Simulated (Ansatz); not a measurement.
# A series in volume per atom on Ag

Results calculated with Ansatz 0.2.0 development build, not measured. Equation of state of a cubic crystal from periodic Kohn-Sham density functional theory without spin; pressure corrected for the finite basis.

Cell of the first row (space group Fm-3m, No. 225):
```
Ag
1.0
      0.0000     2.0458     2.0458
      2.0458     0.0000     2.0458
      2.0458     2.0458     0.0000
Ag
1
Direct
  0.00000 0.00000 0.00000
```

Settings of every row: formula Ag; structure type fcc; functional PBE; spin treatment none; k mesh 23x23x23; occupation method fermi-dirac; occupation width 0.061225619 eV; wave cutoff 700 eV; datasets hard PAW; density cutoff ratio 4.

Limits: the SCF threshold is loose for a stress in some rows.

```
row  volume per atom (Å³)  pressure (GPa)  energy above lowest point (meV/atom)
  1                17.126           4.196                                  9.01
  2                17.483           1.976                                  2.19
  3                17.839           0.039                                     0
  4                18.196          -1.651                                  1.84
  5                18.553          -3.126                                   7.2
  6                 18.91               ?                                     ?
```

Question: what pressure and energy above lowest point should row 6 give?

Worked fit of pressure. Take u = (V_r/V)^(2/3) − 1 with V_r = 17.839 Å³ an atom, which is twice the finite (Eulerian) strain; such expansions in the strain, on which the Birch-Murnaghan equation of state is built, carry the rest volume and the bulk modulus. The shown rows have u = 0.02757, 0.01353, 0, -0.01312, -0.02582. Least squares give pressure = 0.0401 + 136.152 × u + 527.15 × u² GPa; a straight line predicts inner rows, each left out in turn, worse (root mean square 0.17 against 0.0049 GPa). The rows lie off it by 0.002, -0.003, -0.001, 0.004, -0.002. The pressure vanishes at u = -0.0003, or V = 17.85 Å³ an atom, and there the bulk modulus at fixed shape and fractions is B = −V dP/dV = (2/3)(1 + u) dP/du = 90.5 GPa. The withheld row has u = -0.03812, so the fit gives 0.0401 + 136.152 × (-0.03812) + 527.15 × (-0.03812)² = -4.384 GPa.

The calculation gave -4.41 GPa. The fit lies 0.026 GPa (0.3 % of the column's range) above it; its largest miss of a shown row is 0.004 GPa. This row lies beyond the range of the fit.

Worked fit of energy above lowest point. Take u = (V_r/V)^(2/3) − 1 with V_r = 17.839 Å³ an atom, which is twice the finite (Eulerian) strain; such expansions in the strain, on which the Birch-Murnaghan equation of state is built, carry the rest volume and the bulk modulus. The shown rows have u = 0.02757, 0.01353, 0, -0.01312, -0.02582. Least squares give energy above lowest point = −0.003 + 12.93 × u + 11352.2 × u² meV/atom; a straight line predicts inner rows, each left out in turn, worse (root mean square 3.8 against 0.077 meV/atom). The rows lie off it by 0.03, -0.06, 0.00, 0.06, -0.03 (root mean square 0.042 meV/atom). The withheld row has u = -0.03812, so the fit gives −0.003 + 12.93 × (-0.03812) + 11352.2 × (-0.03812)² = 16.00 meV/atom.

The calculation gave 15.62 meV/atom. The fit lies 0.38 meV/atom (2.4 % of the value, 2.4 % of the column's range) above it; its largest miss of a shown row is 0.06 meV/atom. This row lies beyond the range of the fit.
